Dear colleague,

The charge form factor of H$^-$ stops being analytic at a momentum transfer of about 1.76 keV, although the lightest charged pair that a photon can create needs 1.022 MeV. The low value is an anomalous threshold, and it follows from the masses alone. Here is the derivation.

\section*{Premises and conventions}

I set $\hbar=c=1$ and use the metric $(+,-,-,-)$, so that $k^2=m^2$ on the mass shell. The premises are three. The amplitude is a sum of Feynman integrals whose lines have real masses $m_i>0$. Spin and couplings enter as polynomial numerators, which cannot create a singularity, so I drop them at first. Ultraviolet divergences are subtracted by polynomials in the external momenta, which are entire. A graph with $N$ lines and $L$ loops then gives
\begin{equation}
I=\int\prod_{j=1}^{L}d^4l_j\prod_{i=1}^{N}\frac{1}{k_i^2-m_i^2+i0},\qquad k_i=\sum_j\eta_{ij}l_j+q_i ,
\end{equation}
where $q_i$ is a sum of external momenta and $\eta_{ij}=+1,-1,0$ as line $i$ runs along loop $j$, against it, or outside it. Feynman's parameter identity combines the denominators:
\begin{equation}
I=(N-1)!\int_{a_i\ge0}d^Na\,\delta\Big(1-\sum_i a_i\Big)\int\prod_j d^4l_j\,\frac{1}{(\psi+i0)^N},\qquad \psi=\sum_i a_i(k_i^2-m_i^2).
\end{equation}

\section*{The Landau equations}

The integrand is singular only on the surface $\psi=0$. By Cauchy's theorem the real integration domain may be pushed into complex values as long as its boundary faces $a_i=0$ are kept and $\psi+i0$ never vanishes on the way. If the displaced domain avoids $\psi=0$, it does so for neighbouring external momenta as well, and $I$ is analytic there. Try the displacement
\begin{equation}
l_j^\mu\to l_j^\mu+i\epsilon\,\frac{\partial\psi}{\partial l_j^\mu},\qquad a_i\to a_i+i\epsilon\,a_i\Big(\frac{\partial\psi}{\partial a_i}-\psi\Big).
\end{equation}
It vanishes for $a_i$ on the face $a_i=0$, and it preserves $\sum a_i=1$, because $\psi$ is linear in the $a_i$ and hence $\sum a_i\,\partial\psi/\partial a_i=\psi$. To first order in $\epsilon$,
\begin{equation}
\mathrm{Im}\,\psi=\epsilon\sum_{j,\mu}\Big(\frac{\partial\psi}{\partial l_j^\mu}\Big)^2+\epsilon\Big[\sum_i a_i\Big(\frac{\partial\psi}{\partial a_i}\Big)^2-\psi^2\Big].
\end{equation}
The bracket is the variance of $\partial\psi/\partial a_i$ with weights $a_i$, so both terms are non-negative and agree in sign with $+i0$. On $\psi=0$ the sum is strictly positive unless every term vanishes. With $\partial\psi/\partial a_i=k_i^2-m_i^2$ and $\partial\psi/\partial l_j^\mu=2\sum_i\eta_{ij}a_ik_{i\mu}$, the escape fails only if
\begin{equation}
a_i\,(k_i^2-m_i^2)=0\ \ \text{for every line},\qquad \sum_i\eta_{ij}\,a_i k_i=0\ \ \text{for every loop},
\label{landau}
\end{equation}
with the $a_i$ not all zero. These are Landau's equations of 1959. Each line is either on shell or has $a_i=0$ and may be contracted to a point. The argument concerns finite $l_j$, and it shows that \eqref{landau} is necessary. On the sheet reached by the $i0$ rule the parameters are real and non-negative. After continuation through a cut the contour has been dragged off the real domain, stationarity of $\psi$ remains the condition for it to be trapped, and solutions with negative or complex $a_i$ can become singular. When all momenta are real, Coleman and Norton (1965) read $a_ik_i$ as the spacetime displacement of a free particle living for a proper time proportional to $a_im_i$; the loop equation says that the displacements close, so the graph is a possible classical history.

\section*{One loop in terms of invariants}

Orient all lines along the loop, $k_i=l+q_i$, and let $p_{ij}^2=(q_i-q_j)^2$. Shift $l'=l+\sum a_iq_i$ and use $\sum a_iq_i^2-(\sum a_iq_i)^2=\sum_{i<j}a_ia_jp_{ij}^2$, valid for $\sum a_i=1$. Then $\psi=l'^2-\Delta$ with
\begin{equation}
\Delta=\sum_i a_im_i^2-\sum_{i<j}a_ia_jp_{ij}^2=\sum_{i,j}a_iY_{ij}a_j,\qquad Y_{ij}=\tfrac12\,(m_i^2+m_j^2-p_{ij}^2).
\end{equation}
The Wick rotation gives $d^4l'=i\pi^2u\,du$ with $u=-l'^2$, and $\int_0^\infty u\,du\,(u+\Delta)^{-N}=\Delta^{2-N}/[(N-1)(N-2)]$, so that for $N\ge3$
\begin{equation}
I=i(-1)^N\pi^2(N-3)!\int d^Na\,\delta\Big(1-\sum a_i\Big)(\Delta-i0)^{2-N},
\end{equation}
while for $N=2$ the integrand is $-i\pi^2\ln(\Delta-i0)$ plus the subtracted constant. This form depends on invariants only and defines the function also where no real momenta exist. The physical sheet is the one continued from the region in which $\Delta>0$ on the whole simplex.

For on-shell lines $k_i\cdot k_j=\frac12[k_i^2+k_j^2-(k_i-k_j)^2]=Y_{ij}$. Contracting the loop equation with $k_i$ therefore gives, for the uncontracted lines,
\begin{equation}
\sum_jY_{ij}a_j=0,\qquad\text{hence}\qquad\det Y=0 .
\label{det}
\end{equation}
The same condition arises without momenta. Raise one invariant from the region $\Delta>0$. Nothing happens until the minimum of $\Delta$ over the simplex first reaches zero. At that minimum $\partial\Delta/\partial a_i=\Lambda$ for all $a_i>0$, with a Lagrange multiplier $\Lambda$; Euler's relation $\sum a_i\partial\Delta/\partial a_i=2\Delta=0$ forces $\Lambda=0$, which is \eqref{det} with positive parameters.

\section*{The bubble}

For two lines and $p_{12}^2=s$, put $Y_{12}=y=\frac12(m_1^2+m_2^2-s)$. Then $\det Y=m_1^2m_2^2-y^2=-\lambda/4$, where
\begin{equation}
\lambda(s,m_1^2,m_2^2)=[s-(m_1+m_2)^2]\,[s-(m_1-m_2)^2].
\end{equation}
The first row of \eqref{det} gives $a_1/a_2=-y/m_1^2$. At $s=(m_1+m_2)^2$, $y=-m_1m_2$ and $a_1/a_2=m_2/m_1>0$: this is the normal threshold. At $s=(m_1-m_2)^2$, $y=+m_1m_2$ and $a_1/a_2=-m_2/m_1<0$: this pseudothreshold lies outside the simplex and is absent from the physical sheet.

The integral confirms both statements. With $a_1=x$,
\begin{equation}
\Pi(s)=-\int_0^1dx\,\ln(\Delta-i0),\quad \Delta=sx^2-(s+m_2^2-m_1^2)x+m_2^2,\quad x_\pm=\frac{s+m_2^2-m_1^2\pm\sqrt\lambda}{2s}.
\end{equation}
Between the two roots of $\lambda$ the zeros $x_\pm$ are complex conjugates. At the upper root they meet at $x=m_2/(m_1+m_2)$ from opposite sides of the segment $[0,1]$ and pinch it; at the lower root they meet at $x=m_2/(m_2-m_1)$, off the segment. Above the normal threshold both zeros lie inside $(0,1)$ and $\Delta<0$ between them, so $\mathrm{Im}\,\Pi=\pi(x_+-x_-)=\pi\sqrt\lambda/s$. Continuing downward through the cut gives $\Pi_{\rm II}=\Pi+2\pi i\sqrt\lambda/s$, and the added term has a square-root branch point at the pseudothreshold. For $m_1=m_2=m_e$ the normal threshold is $s=4m_e^2$ of vacuum polarisation. For an electron and a hydrogen atom it is your photodetachment edge: $\sqrt s=m_1+m_2$ lies above the ion mass by the electron affinity.

\section*{The triangle}

Let a particle of mass $M$ with momentum $p$ dissociate virtually into constituents $m_1$ and $m_2$. The photon strikes $m_1$, the spectator $m_2$ goes through, and the two recombine to momentum $p'$. Lines 1 and 3 have mass $m_1$, line 2 has mass $m_2$, and $p_{12}^2=p_{23}^2=M^2$, $p_{13}^2=(p'-p)^2=t$. All three particles are stable: $|m_1-m_2|<M<m_1+m_2$. With $D=\frac12(M^2-m_1^2-m_2^2)$,
\begin{equation}
Y=\begin{pmatrix}m_1^2&-D&m_1^2-t/2\\-D&m_2^2&-D\\m_1^2-t/2&-D&m_1^2\end{pmatrix}.
\end{equation}
The vector $(1,0,-1)$ is an eigenvector with eigenvalue $t/2$; its components have opposite signs, so the root $t=0$ is not on the physical sheet. On vectors $(a,b,a)$ equation \eqref{det} reads
\begin{equation}
(2m_1^2-t/2)\,a-Db=0,\qquad -2Da+m_2^2\,b=0 .
\end{equation}
Altogether $\det Y=\frac14\,t\,m_2^2\,(t_0-t)$, with
\begin{equation}
t_0=4m_1^2-\frac{(M^2-m_1^2-m_2^2)^2}{m_2^2}=\frac{[(m_1+m_2)^2-M^2]\,[M^2-(m_1-m_2)^2]}{m_2^2},
\label{t0}
\end{equation}
the second form being a difference of squares. Stability makes $t_0>0$, and the first form shows $t_0\le4m_1^2$. The ratio $b/a=2D/m_2^2$ is positive exactly when $M^2>m_1^2+m_2^2$. Contracting line 2 leaves the bubble of lines 1 and 3, with the normal threshold $t=4m_1^2$. Contracting line 1 or 3 leaves a bubble in $M^2$, which stability keeps below its threshold.

To see which point is met first, set $a_1=x(1+z)/2$, $a_3=x(1-z)/2$, $a_2=1-x$, with Jacobian $x/2$, and $w=(1-x)/x\in[0,\infty)$. Then $\Delta=x^2[m_1^2-2Dw+m_2^2w^2-t(1-z^2)/4]$, and completing the square with $m_1^2-D^2/m_2^2=t_0/4$ gives
\begin{equation}
\Delta=x^2Q,\qquad Q=m_2^2(w-w_0)^2+\kappa_z^2,\qquad w_0=\frac{D}{m_2^2},\qquad \kappa_z^2=\frac{t_0-t(1-z^2)}{4}.
\end{equation}
For $t>0$ the minimum over $z$ is at $z=0$. If $D>0$ the minimum over $w$ is at $w_0$, inside the range, and equals $(t_0-t)/4$: the first singularity is $t_0$, below the normal threshold. If $D\le0$ the minimum is at the end point $w=0$ and equals $m_1^2-t/4$: the function is analytic up to $4m_1^2$. The transition is continuous. Since $t_0-4m_1^2=-4D^2/m_2^2$, letting $D$ pass just above zero from negative to positive values turns its phase by $\pi$ and that of $t_0-4m_1^2$ by $2\pi$. The point $t_0$ thus goes once round the normal branch point and climbs from the second sheet onto the first. Such anomalous thresholds were described by Karplus, Sommerfield and Wichmann in 1958.

The point is really singular. From $|dx|=dw/(1+w)^2$, $1/x=1+w$ and evenness in $z$,
\begin{equation}
T(t)=\int\frac{d^3a\,\delta(1-\sum a_i)}{\Delta}=\int_0^1dz\int_0^\infty\frac{dw}{(1+w)\,Q}.
\end{equation}
For $\kappa_z\ll m_2w_0$ the factor $1/Q$ is a narrow Lorentzian at $w_0$. Write $1/(1+w)=1/(1+w_0)-(w-w_0)/[(1+w)(1+w_0)]$. The first piece gives the full Lorentzian area $\pi/(m_2\kappa_z)$ less the missing tail $w<0$, which tends to $1/(m_2^2w_0)$; the second tends to the principal value $\mathrm{P}\!\int_0^\infty dw/[(1+w)(w-w_0)]=-\ln w_0/(1+w_0)$. Hence
\begin{equation}
\int_0^\infty\frac{dw}{(1+w)Q}=\frac{\pi}{m_2\kappa_z(1+w_0)}-\frac{1}{m_2^2w_0(1+w_0)}+\frac{\ln w_0}{m_2^2(1+w_0)^2}+O(\kappa_z).
\label{wint}
\end{equation}
The $z$ integral of the first term is elementary, $\int_0^1 2\,dz/\sqrt{t_0-t+tz^2}=(2/\sqrt t)\,\mathrm{arsinh}\sqrt{t/(t_0-t)}=(2/\sqrt t)\,\mathrm{artanh}\sqrt{t/t_0}$. As $t\to t_0$ the peak sits at small $z$, where \eqref{wint} applies for any $D>0$, and the rest is bounded:
\begin{equation}
T\to-\frac{\pi}{m_2(1+w_0)\sqrt{t_0}}\,\ln(t_0-t)+\text{bounded terms}.
\end{equation}
The anomalous threshold is a logarithmic branch point.

\section*{Weak binding and the wave function}

Put $M=m_1+m_2-B$. The factors in \eqref{t0} become $B(2M+B)$ and $(2m_1-B)(2m_2-B)$, so exactly
\begin{equation}
t_0=\frac{8m_1MB}{m_2}\Big(1+\frac{B}{2M}\Big)\Big(1-\frac{B}{2m_1}\Big)\Big(1-\frac{B}{2m_2}\Big)\simeq\frac{8m_1MB}{m_2}\simeq\Big(\frac{2\kappa M}{m_2}\Big)^2,
\label{weak}
\end{equation}
with $\kappa^2=2\mu B$ and $\mu=m_1m_2/(m_1+m_2)$. Now $m_2w_0=D/m_2\simeq m_1$, while $\kappa_z$ is of order $\sqrt{t_0}\ll m_1$ for $|t|\lesssim t_0$, so \eqref{wint} holds for all $z$. For $m_1\ll m_2$ its second term is a fraction $\sqrt{t_0}/(2\pi m_1)$ of the first at $t=0$, and the third is smaller. For a spinless struck constituent the current supplies the numerator $k_1+k_3$. At the stationary point the spectator carries $a_1p+a_3p'$, so after symmetrisation in $z$ the numerator is $a_2(p+p')$ with $a_2=w/(1+w)$. It is constant across the peak and enlarges the relative remainder by a factor of order $\ln(m_2/m_1)$, through the same principal value. Normalising to the charge, a point dissociation vertex gives
\begin{equation}
F(t)=\sqrt{t_0/t}\;\mathrm{artanh}\sqrt{t/t_0},\qquad F(-q^2)=\frac{q_0}{q}\arctan\frac{q}{q_0},\qquad q_0=\sqrt{t_0}.
\label{F}
\end{equation}
This is Schr\"odinger's result. Outside a short-range potential the relative wave function is $\sqrt{\kappa/2\pi}\,e^{-\kappa r}/r$; constituent 1 sits at $(m_2/M)\mathbf r$ from the centre of mass, so $F=\int_0^\infty 2\kappa e^{-2\kappa r}\sin(q'r)/(q'r)\,dr=(2\kappa/q')\arctan(q'/2\kappa)$ with $q'=qm_2/M$, which is \eqref{F} with \eqref{weak}.

The link to size is general. In $F(-q^2)=\pi^{-1}\int dt'\,\mathrm{Im}F(t')/(t'+q^2)$ each $t'$ contributes a density $e^{-\sqrt{t'}r}/(4\pi r)$, so the lowest singularity fixes the slowest exponential. Here $\mathrm{Im}F=\frac\pi2\sqrt{t_0/t'}$ above $t_0$, and the density is $q_0e^{-q_0r}/(4\pi r^2)$. Note that $0<t_0\le4m_1^2$ lies outside the scattering region $t\le0$, and no real classical history belongs to it. You meet $t_0$ indirectly, as the radius of convergence of the expansion of $F$ in $q^2$ and as the decay constant of the outer charge.

\section*{Range of validity}

Equations \eqref{landau} are necessary conditions, graph by graph. Sufficiency must be shown as above; a numerator that vanishes at the pinch softens the singularity, and graphs may cancel. Singularities from infinite loop momentum are not covered; the pole of $\Pi_{\rm II}$ at $s=0$ for unequal masses is an example. The position \eqref{t0} holds for physical pole masses of stable particles, whatever the binding force and the spins, because it uses the denominators alone. Radiative mass shifts are already contained in $B$. The strength of the logarithm is the product of the on-shell dissociation vertices, the square of the asymptotic normalisation of the wave function, and \eqref{F} fixes it only within the point-vertex model.

Massless photons violate the premise $m_i>0$ and need separate care. First, exchanged photons pile further singular terms onto $t_0$. For a charged spectator they change its nature: the hydrogen atom with fixed nucleus has $F=(1+q^2a_0^2/4)^{-2}$, a double pole, yet at $t=4/a_0^2=8m_e\,\mathrm{Ry}$, as \eqref{weak} requires. For a neutral spectator with polarisability volume $\alpha_d$ the radial function obeys $u''=[\kappa^2-\alpha_d/(a_0r^4)]u$ at large $r$. Inserting $u=e^{-\kappa r}(1+C/r^3)$ and matching $r^{-4}$ gives $6\kappa C=-\alpha_d/a_0$. At $q=i\sqrt t$ the extra density yields $\int^\infty dr\,r^{-4}e^{-(q_0-\sqrt t)r}$, whose third derivative is logarithmic, so the new term is $(t_0-t)^3\ln(t_0-t)$ and the leading logarithm stays in place. Second, radiative corrections to the struck-electron vertex are of relative order $\alpha t/m_e^2$ times infrared logarithms. Third, the three-photon intermediate state (charge conjugation forbids two) opens a cut at $t=0$, but it needs an electron loop and enters at relative order $\alpha^3$, so $t_0$ is the nearest singularity up to that order.

\section*{The hydrogen negative ion}

Take as given input $B=0.754$ eV, with $m_1=m_e=0.510999$ MeV and $m_2$ the mass of the ground-state atom, $m_p+m_e-13.60\ \mathrm{eV}=938.783$ MeV, so that $m_1/m_2=5.443\times10^{-4}$; the conversion is $\hbar c=1973.27$ eV\,\AA. The condition $D>0$ means $B<m_1+m_2-\sqrt{m_1^2+m_2^2}=0.511$ MeV and is met with a huge margin. Equation \eqref{t0} gives
\begin{equation}
t_0=3.08\times10^{6}\ \mathrm{eV}^2,\qquad \sqrt{t_0}=1.756\ \mathrm{keV},\qquad q_0=0.890\ \text{\AA}^{-1},\qquad \kappa=0.445\ \text{\AA}^{-1}.
\end{equation}
The rounding of $B$, half a unit in its last place, leaves $\sqrt{t_0}$ uncertain by 0.6 eV, a fraction $3.3\times10^{-4}$. The recoil factor $M/m_2$ raises $\sqrt{t_0}$ by the comparable fraction $2.7\times10^{-4}$ and is included. The largest relativistic factor in \eqref{weak} is $B/2m_1=7.4\times10^{-7}$. The hyperfine splitting of the atom, approximately $6\times10^{-6}$ eV, doubles the threshold with a relative spacing $8\times10^{-6}$ in $t$, which this input does not resolve. The ratio $t_0/4m_e^2$ is $2.95\times10^{-6}$: the density falls by $e$ over $1/q_0=1.12$ \AA, which is 582 times the length $1/2m_e=1.93\times10^{-3}$ \AA\ that the normal threshold would allow.

Other triangles lie higher. With the atom struck and the electron as spectator, \eqref{t0} has $m_1^2$ in the denominator and $\sqrt t=\sqrt{t_0}\,m_2/m_1=3.23$ MeV. With the spectator atom in $n=2$, $B$ becomes 10.95 eV and $\sqrt t=6.7$ keV. Of the corrections listed, $\sqrt{t_0}/(2\pi m_1)=5.5\times10^{-4}$, or about $4\times10^{-3}$ with $\ln(m_2/m_1)=7.5$, and $\alpha t_0/m_e^2=9\times10^{-8}$. With the approximate input $\alpha_d=9a_0^3/2$, the effect of polarisation on the tail follows from $u=e^{-\kappa r}(1+g)$, where to first order in $\alpha_d$ one has $g''-2\kappa g'=-\alpha_d/(a_0r^4)$. The solution that vanishes at infinity changes the density by the fraction $2g=-[\alpha_d/(a_0\kappa r^3)]\,[\frac13-e^{2\kappa r}E_4(2\kappa r)]$, with $E_4(x)=\int_1^\infty e^{-xv}v^{-4}dv$. This tends to $2C/r^3$ for $\kappa r\gg1$ and equals $-0.249\times0.148=-0.037$ at $r=1/\kappa$. None of these moves $t_0$.

For your data reduction, an expansion of the electronic form factor in $q^2$ diverges beyond 0.890 \AA$^{-1}$ and is slow well before it. In the model \eqref{F}, at $q=0.5$ \AA$^{-1}$, the outer electron has $F=0.911$, whereas the truncation $1-q^2/3q_0^2$ gives 0.895. These two values are the model's, and so is the radius: from $F=1-q^2\langle r^2\rangle/6+\dots$ the outer electron has $\langle r^2\rangle=2/t_0=2.5$ \AA$^2$, and an undisturbed inner $1s$ electron adds $3a_0^2=0.84$ \AA$^2$, in sum 3.4 \AA$^2$. The sum over both electrons is typically put near 6.7 \AA$^2$ for H$^-$, so the point-vertex model falls short by about a factor 2. The wave function $e^{-\kappa r}/r$ puts too much weight inside the atom and, being normalised, too little in the tail. A fit should therefore keep the branch point at $q^2=-q_0^2$, which the input $B$ fixes, and leave the coefficient of the logarithm free.